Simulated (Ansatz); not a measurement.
# Ti2O: the change of energy above lowest point with volume scale

Free energy against uniform scaling of the volume at fixed shape and fractions; periodic cell, basis, potentials, k mesh and filling as listed. The results are calculated, by Ansatz 0.2.0.

The cell before it is scaled or strained (space group P-3m1, No. 164):
```
Ti2O
1.0
      2.9194     0.0000     0.0000
     -1.4597     2.5283     0.0000
      0.0000     0.0000     4.7130
Ti O
2 1
Direct
  0.66667 0.33333 0.27874
  0.33333 0.66667 0.72126
  0.00000 0.00000 0.00000
```

Settings of every row: functional LDA; dispersion none; potentials PAW; wave cutoff 500 eV; density cutoff 2000 eV; k mesh 11x11x6; k shift 0x0x0; occupations fermi dirac; smearing width 0.1 eV; spin none; SCF threshold exponent -9.

Limits: coarse k mesh, up to 40 meV an atom off.

| row | volume scale | V (Å³/atom) | energy above lowest point (meV/atom) |
| --- | --- | --- | --- |
| 1 | 0.88 | 10.204 | 119.3 |
| 2 | 0.92 | 10.668 | 45.3 |
| 3 | 0.96 | 11.132 | ? |
| 4 | 1 | 11.596 | 0 |
| 5 | 1.04 | 12.06 | 16.2 |
| 6 | 1.08 | 12.523 | 51.8 |
| 7 | 1.12 | 12.987 | 103.1 |

Question: what energy above lowest point should row 3 give?

Worked fit of energy above lowest point. Take u = (V_r/V)^(2/3) − 1 with V_r = 11.828 Å³ an atom, which is twice the finite (Eulerian) strain; such expansions in the strain, on which the Birch-Murnaghan equation of state is built, carry the rest volume and the bulk modulus. The shown rows have u = 0.10347, 0.07124, 0.01329, -0.01287, -0.03735, -0.06042. Least squares give energy above lowest point = 5.43 − 625.45 × u + 16510.2 × u² + 1659 × u³ meV/atom; a parabola predicts inner rows, each left out in turn, worse (root mean square 0.29 against 0.11 meV/atom). The rows lie off it by 0.0, 0.0, 0.0, 0.0, 0.1, 0.0. Its lowest point lies at u = 0.0189, or V = 11.5 Å³ an atom, and the curvature there gives the bulk modulus at fixed shape and fractions, B = (4/9)(1 + u)² E″(u)/V = 213 GPa. Letting shape and atoms relax would as a rule lower it, by much in layered, chain or molecular crystals. The withheld row has u = 0.04126, so the fit gives 5.43 − 625.45 × (0.04126) + 16510.2 × (0.04126)² + 1659 × (0.04126)³ = 7.8 meV/atom.

The calculation gave 7.8 meV/atom. The fit meets it to the printed digit.
